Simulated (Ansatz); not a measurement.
Sn: the change of energy above lowest point with volume scale

Free energy against uniform scaling of the volume at fixed shape and fractions; periodic cell, basis, potentials, k mesh and filling as listed. The results are calculated, by Ansatz 0.2.0.

The cell before it is scaled or strained (space group Fd-3m, No. 227):
```
CELL_PARAMETERS angstrom
0.00000 3.23330 3.23330
3.23330 0.00000 3.23330
3.23330 3.23330 0.00000
ATOMIC_POSITIONS crystal
Sn 0.00000 0.00000 0.00000
Sn 0.25000 0.25000 0.25000
```

Settings of every row: functional LDA; dispersion none; potentials all-electron LAPW; k mesh 8x8x8; k shift 0x0x0; occupations fermi dirac; smearing width 0.1 eV; spin none.

Limits: coarse k mesh, up to 40 meV an atom off.

```csv
row,volume scale,V (Å³/atom),energy above lowest point (meV/atom)
1,0.94,31.774,22.1
2,0.97,32.788,?
3,1,33.802,0
4,1.03,34.816,2.7
5,1.06,35.83,12.7
```

Question: what energy above lowest point should row 2 give?

Worked fit of energy above lowest point. Take u = (V_r/V)^(2/3) − 1 with V_r = 34.309 Å³ an atom, which is twice the finite (Eulerian) strain; such expansions in the strain, on which the Birch-Murnaghan equation of state is built, carry the rest volume and the bulk modulus. The shown rows have u = 0.0525, 0.00997, -0.00973, -0.0285. Least squares give energy above lowest point = 0.34 − 135.6 × u + 10475 × u² meV/atom; a straight line predicts inner rows, each left out in turn, worse (root mean square 10 against 0.092 meV/atom). All shown rows lie on it to the printed digit. Its lowest point lies at u = 0.0065, or V = 33.98 Å³ an atom, and the curvature there gives the bulk modulus at fixed shape and fractions, B = (4/9)(1 + u)² E″(u)/V = 44.5 GPa. The withheld row has u = 0.03069, so the fit gives 0.34 − 135.6 × (0.03069) + 10475 × (0.03069)² = 6.0 meV/atom.

The calculation gave 5.9 meV/atom. The fit lies 0.1 meV/atom (1.7 % of the value, 0.45 % of the column's range) above it, one unit of the last digit.
